**Anomalous scattering of tungsten: why $f'$ is still low above an edge**

The row at 74060 eV looks wrong. The photon has passed the K edge (69525 eV), the last absorption edge that tungsten has, so every electron of the atom is bound by less than the photon energy and ought to scatter almost as a free one. Yet $f'$ is $-2.061$ e there, lower than the $-0.895$ e at 40000 eV. The row is sound. An edge pulls $f'$ down on both of its sides, and 74060 eV is only 6.5 % above K. In the model below this dip supplies about half of the drop from 40000 eV, and the fading positive tails of the L, M and outer shells supply the rest.

The sizes to remember for an atom of 74 electrons are these. Below the M edges $f'$ is near $-30$ e, so that a third to a half of the real part of the forward amplitude is gone. Between the M and L edges the rows give $-4$ to $-7$ e, and above the L edges $-0.3$ to $-2$ e. $f''$ is 27 e in the row among the M edges, 9 e in the first row above L (already some way down the tail) and 3 e in the row above K, and between edges above 3 keV it falls about as $E^{-1.6}$.

Anomalous X-ray scattering factors of an isolated tungsten atom (Z = 74) against photon energy, computed with Radial Dirac-Fock and Kohn-Sham solver 3. f′ follows from the dispersion relation over the Dirac-Hartree-Slater subshell photoeffect with tabulated edges, plus the Kissel-Pratt constant -(Z/82.5)^2.37; bound-bound lines and fine structure are left out.

```csv
photon energies (eV),f′ (e),f″ (e)
584.8,-34.61,23.08
1175,-26.49,13.76
1487,-28.71,10.80
2696,-13.39,27.34
3775,-5.389,17.99
5415,-3.935,10.57
6000,-4.056,9.047
8048,-5.395,5.725
9252,-7.138,4.581
15000,-1.739,8.856
22160,-0.347,4.687
29640,-0.487,2.868
40000,-0.895,1.709
74060,-2.061,2.934
```

The atom scatters with amplitude $f = f_0 + f' + i f''$ in units of one free electron (e). $f_0$ is the energy-independent form factor, equal to $Z$ in the forward direction, $f'$ is the real correction for binding, and $f''$ is the absorptive part. All rows come from one Dirac-Hartree-Slater run on the isolated atom. The edge positions are tabulated input to that run, and the values used here are standard ones, so nothing below tests them.

**$f''$: a falling power law that restarts at each edge**

By the optical theorem $f''$ is proportional to $E\,\sigma(E)$, with $E$ the photon energy and $\sigma$ the photoabsorption cross section. A subshell absorbs only above its edge and less and less as $E$ rises, because a fast photoelectron needs momentum that only the part of the orbital close to the nucleus can supply. The sum is a sawtooth. In the table $f''$ rises in three intervals only, and these contain the M5 to M2 edges (1487 to 2696 eV), the three L edges (9252 to 15000 eV) and K.

The logarithmic slope $d\ln f''/d\ln E$ in the eight edge-free intervals steepens from each to the next: $-1.03$ near 1.3 keV, $-1.47$ to $-1.60$ between M and L, $-1.63$ to $-1.73$ between L and K. The steps are larger than the 0.008 that rounding allows. For a hydrogenic K shell theory gives $\sigma \propto E^{-8/3}$ at the edge and $E^{-7/2}$ far above, that is slopes of $f''$ from $-5/3$ to $-5/2$. This is only a rough yardstick here, since the absorption in the edge-free intervals comes from the L, M and outer shells. All edge-free slopes except the two above 22160 eV are shallower than this range. Screening is a likely reason: at higher energy the absorption happens closer to the nucleus, where the electron sees a larger charge, and this offsets part of the fall. The centrifugal barrier of d and f subshells, which delays their absorption to well above threshold, works the same way at low energy. The table has totals only and cannot apportion the two. Two intervals hide an edge without a rise: 584.8 to 1175 eV (N1, slope $-0.74$) and 2696 to 3775 eV (M1, slope $-1.24$).

**$f'$: what each edge does to the real part**

The calculation obtains $f'$ from the dispersion relation

$$f'(E) = C + \frac{2}{\pi}\,P\!\int \frac{E' f''(E')}{E^2 - E'^2}\,dE' .$$

Absorption at $E' > E$ enters with a negative sign: an oscillator driven far below its resonance hardly moves, and its share of $f_0$ is cancelled. Absorption at $E' < E$ enters with a positive sign and fades as $E$ grows.

Give one edge at $E_k$ an oscillator strength $g$ and a power law, $f''_k = a\,(E_k/E)^p$ above the edge. The strength is $g = (2/\pi)\int f''_k\,dE/E = 2a/(\pi p)$, so $a = \pi p g/2$. For $p = 2$ the integral is elementary. With $x = E/E_k$ and $u = (E'/E_k)^2$,

$$f'_k = g\,P\!\int_1^\infty \frac{du}{u\,(x^2-u)} = \frac{g}{x^2}\,\ln\lvert x^2-1\rvert .$$

Three limits of this formula give the shape of the whole column. For $x \ll 1$ it tends to $-g$, a plateau. At $x \to 1$ it diverges logarithmically from either side, with coefficient $a/\pi$, the jump of $f''$ divided by $\pi$. Above $x = \sqrt 2$ it is positive, passes a low maximum and decays. For other $p$ the crossing point moves, and the three regimes remain. Between two edge groups $f'$ therefore climbs out of one dip and turns down toward the next, which is why the rows at 1175 and 5415 eV each lie above both their neighbours. The row at 22160 eV does so too, but there the fall that follows comes mostly from the decay of positive tails, according to the model below.

**The row at 74060 eV by hand**

Above the edge the $p = 2$ result can be written $f'_K = (f''_K/\pi)\ln(x^2-1)$, and $f''_K$ follows from the table. Carrying the 40000 eV row up with the last slope gives the background of all other shells, $1.709 \times (40000/74060)^{1.73} = 0.59$ e, so $f''_K = 2.934 - 0.59 = 2.34$ e. With $x = 1.065$, $x^2 - 1 = 0.135$ and the logarithm is $-2.0$, so $f'_K \approx -1.5$ e. The constant adds $-0.77$ e, and the positive tails of the L, M and outer shells add about $+0.5$ e (taken from the model below). The sum is $-1.8$ e against the tabulated $-2.061$ e, 0.3 e too high. The logarithm thus supplies most of the size of the odd row, since constant and tails alone would leave about $-0.3$ e. The drop from the 40000 eV row is shared: of the model's $-1.04$ e the K shell gives $-0.56$ e and the fading tails the rest. A slower fall than $p = 2$ puts more K strength above the photon energy and deepens the value: in the model below, with $p = 1.6$, the K part is $-1.75$ e and the total $-2.04$ e. That close agreement deserves modest weight, since the K strength is fixed by the $f''$ of this very row and no second row above K checks the exponent.

**A six-parameter model of all rows**

The K, L and M edges were given one common exponent $p$ and one strength per shell, divided among subshells by occupation. The N and outer shells were lumped into an empirical term $B/(1+E/E_0)^2$ starting at 250 eV. The six parameters were fitted to all 14 values of $f''$; $f'$ was then integrated with no adjustment. Since the dispersion relation, the edges and the constant are also ingredients of the calculation, agreement tests only whether this simple shape of $f''$ is adequate. The row-by-row output follows the text.

The fit gives $p = 1.60$ and reproduces $f''$ to 2.0 % rms relative to the table, against 10 % with $p$ held at 2. The table is given to 0.05 % or better, so even 2 % is a real misfit, the price of one exponent where the slope drifts. Above 3 keV $f'$ comes out to 0.29 e rms, with a pattern: 0.3 to 0.4 e too high between M and L, 0.1 to 0.2 e too low between L and K.

Within the model the falls of $f'$ can be assigned. From 5415 to 9252 eV the table drops by 3.20 e, and the L shell supplies 2.5 e of the model's nearly equal drop as the photon nears L3 ($x = 0.906$); fading M and outer tails supply the rest. From 1175 to 1487 eV the approach to the M edges, all five together, pulls down by about 3 e while the outer shells recover by about 1.5 e. The fall of 0.55 e from 22160 to 40000 eV is a different case. At $x = 0.575$ the K edge has barely begun to act ($-0.14$ e), and most of the model's fall is the decay of the positive M tail. A falling $f'$ does not by itself signal a near edge.

**Why counting electrons fails**

The simplest picture sets $f'$ to the constant minus the number of electrons bound more tightly than $E$. It gives the right order below the M edges, where 28 K, L and M electrons are out of play, and matches the 1487 eV row to 0.06 e. It misses by 5 to 7 e in the four rows from 3775 to 8048 eV: at 5415 eV it gives $-10.77$ e for a tabulated $-3.935$ e. In the model two effects add to this gap. The ten K and L electrons remove only about 6 e, and the M and outer tails give back about 3 e.

The fitted strengths, about 1 for K, 4 to 5 for L and 12 to 15 for M in the two fits, are all below the electron numbers 2, 8 and 18. Theory gives the direction for K. Its sum rule includes upward transitions to bound levels; those to occupied levels are Pauli-blocked and those to empty levels are left out of this calculation, so the continuum holds less than one unit per electron. For L and M the same loss occurs, but the blocked downward transitions have negative strength and offset part of it. The numbers themselves trade against $p$, $B$ and $E_0$ and should not be read as shell properties. They do suggest that the match at 1487 eV is partly luck, a plateau shallower than 28 e made up by the flank of the M dips.

**Where the model breaks**

Its worst row is 2696 eV, where $f''$ is fitted to 0.1 % and $f'$ is 3.5 e too low. The row sits between M2 (2575 eV) and M1 (roughly 2.8 keV, a recalled value), inside two logarithmic dips whose depths are set by the two jumps. Division by occupation gives each 4.26 e, and the table indicates that this is too much for M1. Carrying 27.34 e from 2696 to 3775 eV with the next slope gives $27.34 \times (2696/3775)^{1.47} = 16.7$ e, which leaves $17.99 - 16.7 = 1.3$ e for M1, where the model puts $4.26 \times (2800/3775)^{1.6} = 2.6$ e. That M2 is overweighted too is a guess, consistent with the strong absorption of 3d electrons in this range. A right $f''$ at one energy does not make $f'$ right there, because $f'$ depends on how the absorption is distributed around it.

The row at 584.8 eV is hardly tested. The model is 1.7 e too high, and moving the arbitrary start of the outer term from 250 to 30 eV raises it by another 2.3 e. The row also lies about 9 eV below the N1 edge, whose dip the model lacks and which acts in the direction of the misfit. In the model the inner shells remove about 21 e here and the outer shells about 11 e, net of their absorption below the photon energy. The calculation itself is weakest at this row, since an isolated atom without bound-bound lines is a poor description of real tungsten so near a threshold and at low energy. Nor is $-34.61$ e shown to be the minimum of the curve, as the sharp dips at M5, L3 and K fall between rows.

**The constant**

$C = -(74/82.5)^{2.37} = -0.773$ e is the Kissel-Pratt relativistic term, the value that $f'$ approaches at high energy. It shifts all rows alike and shapes nothing, but it decides the sign at 22160 and 29640 eV, where the dispersion integral alone is $+0.426$ and $+0.286$ e. Cromer-Liberman tables can use a different high-energy term, so a uniform offset against such a table should be looked for in this term before the photoeffect is questioned.

**What to do about it**

The correction is not negligible at common laboratory energies. At 8048 eV (Cu K$\alpha$) the forward intensity per atom is $[(74-5.395)^2 + 5.725^2]/74^2 = 0.87$ of the uncorrected value, and the relative effect grows with angle because $f_0$ falls while the inner-shell corrections barely change.

For a neighbouring element the edges move roughly as the square of the screened nuclear charge, and the pattern moves with them, so the quantity to work out is $x$ for the nearest edges on both sides. In a somewhat lighter atom L3 comes down toward 8048 eV: $f'$ at that energy grows more negative while $f''$ stays on the M tail, until the edge passes below the photon energy and $f''$ jumps. Close to an edge the formula deepens $f'$ by $2.3\,a/\pi$ for each tenfold approach, about 4 e at L3 and 2 e at K with the model's jumps of 5.41 and 2.52 e. In the real metal or compound the lifetime width cuts off the divergence, and white lines and fine structure, absent here, reshape the curve.

$f''$ may be interpolated on logarithmic axes between rows that have no edge between them, using the local slope. $f'$ should not be interpolated across an edge, nor carried from the last row toward one; recompute it on a fine grid there, and within the near-edge region take $f''$ from a measured absorption spectrum of the actual sample and integrate that.

Numerical output:

```
constant C = -0.773 e; integrator check p=2, x=2: 0.2747 vs 0.2747
rows with f'-C > 0: 22160 eV: +0.426 e, 29640 eV: +0.286 e
dln f''/dlnE, edge-free, below L: 1175-1487: -1.03, 3775-5415: -1.47, 5415-6000: -1.52, 6000-8048: -1.56, 8048-9252: -1.60
dln f''/dlnE, edge-free, L to K : 15000-22160: -1.63, 22160-29640: -1.69, 29640-40000: -1.73
dln f''/dlnE, edge crossed: 585-1175: -0.74, 1487-2696: +1.56, 2696-3775: -1.24, 9252-15000: +1.36, 40000-74060: +0.88
rounding floors: slope <= 0.008; f'' <= 0.05 %; f' 0.0005-0.005 e
free p: p=1.604 gK=1.00 (2 e) gL=4.30 (8) gM=15.21 (18) sum=20.5 (28) B=46.0 e E0=1412 eV
   f'' rms 2.0 %, worst +4.7 % at 3775 eV; f' rms 1.13 e (rows >3 keV 0.29), worst -3.52 at 2696 eV
p = 2: p=2.000 gK=0.90 (2 e) gL=4.98 (8) gM=12.41 (18) sum=18.3 (28) B=24.8 e E0=3888 eV
   f'' rms 10.0 %, worst +20.3 % at 1487 eV; f' rms 1.53 e (rows >3 keV 0.65), worst -3.28 at 1175 eV
counting: f' rms 3.79 e (rows >3 keV 4.25), worst -6.84 at 5415 eV
E/eV | f'' model err% (p=2 err%) | f' model resid (p=2 resid) count resid | model parts outer M L K, e
  584.8 | 23.080 22.982  -0.4 (-18.7) | -34.610 -32.935 +1.68 (-2.36) -30.77 +3.84 | -11.07 -15.79  -4.30  -1.00
 1175.0 | 13.760 13.692  -0.5 ( +6.5) | -26.490 -25.862 +0.63 (-3.28) -28.77 -2.28 |  -1.61 -18.16  -4.32  -1.00
 1487.0 | 10.800 10.903  +1.0 (+20.3) | -28.710 -27.527 +1.18 (-1.72) -28.77 -0.06 |  -0.10 -21.33  -4.33  -1.00
 2696.0 | 27.340 27.369  +0.1 ( +5.5) | -13.390 -16.914 -3.52 (-3.03) -12.77 +0.62 |  +1.40 -12.12  -4.42  -1.00
 3775.0 | 17.990 18.829  +4.7 ( +6.0) |  -5.389  -5.043 +0.35 (+0.70) -10.77 -5.38 |  +1.39  -0.12  -4.54  -1.00
 5415.0 | 10.570 10.614  +0.4 ( -0.7) |  -3.935  -3.502 +0.43 (+0.26) -10.77 -6.84 |  +1.13  +2.00  -4.86  -1.00
 6000.0 |  9.047  9.004  -0.5 ( -2.1) |  -4.056  -3.669 +0.39 (+0.08) -10.77 -6.72 |  +1.04  +2.09  -5.02  -1.00
 8048.0 |  5.725  5.605  -2.1 ( -5.2) |  -5.395  -5.081 +0.31 (-0.49) -10.77 -5.38 |  +0.78  +1.92  -6.00  -1.01
 9252.0 |  4.581  4.469  -2.4 ( -6.5) |  -7.138  -6.729 +0.41 (-0.95) -10.77 -3.63 |  +0.67  +1.74  -7.35  -1.01
15000.0 |  8.856  8.641  -2.4 (+16.8) |  -1.739  -1.898 -0.16 (+1.03)  -2.77 -1.03 |  +0.36  +1.08  -1.55  -1.02
22160.0 |  4.687  4.604  -1.8 ( +2.6) |  -0.347  -0.540 -0.19 (+0.93)  -2.77 -2.43 |  +0.21  +0.68  +0.40  -1.05
29640.0 |  2.868  2.880  +0.4 ( -5.4) |  -0.487  -0.650 -0.16 (+0.62)  -2.77 -2.29 |  +0.14  +0.46  +0.61  -1.09
40000.0 |  1.709  1.775  +3.9 (-12.2) |  -0.895  -1.000 -0.10 (+0.39)  -2.77 -1.88 |  +0.09  +0.31  +0.57  -1.19
74060.0 |  2.934  2.934  +0.0 ( +0.0) |  -2.061  -2.038 +0.02 (+0.28)  -0.77 +1.29 |  +0.03  +0.13  +0.32  -1.75
df' 585->1175: table +8.120, model +7.07 = out +9.46 M -2.37 L -0.02 K -0.00
df' 1175->1487: table -2.220, model -1.67 = out +1.51 M -3.17 L -0.01 K -0.00
df' 3775->5415: table +1.454, model +1.54 = out -0.26 M +2.12 L -0.32 K -0.00
df' 5415->9252: table -3.203, model -3.23 = out -0.46 M -0.27 L -2.49 K -0.01
df' 15000->22160: table +1.392, model +1.36 = out -0.15 M -0.40 L +1.94 K -0.03
df' 22160->40000: table -0.548, model -0.46 = out -0.12 M -0.37 L +0.17 K -0.14
df' 40000->74060: table -1.166, model -1.04 = out -0.05 M -0.18 L -0.24 K -0.56
f' shift if outer cut-off 250 -> 30 eV: 585: +2.32, 1175: +0.53, 1487: +0.33, 2696: +0.10, 3775: +0.05
model f'' jumps (e): K 69525: 2.52, L 12100: 2.71, L 11544: 2.71, L 10207: 5.41, M 2800: 4.26, M 2575: 4.26, M 2281: 8.51, M 1872: 8.51, M 1809: 12.77
x=E/edge: 1487/M5 0.822, 9252/L3 0.906, 15000/L1 1.240, 40000/K 0.575, 74060/K 1.065
```
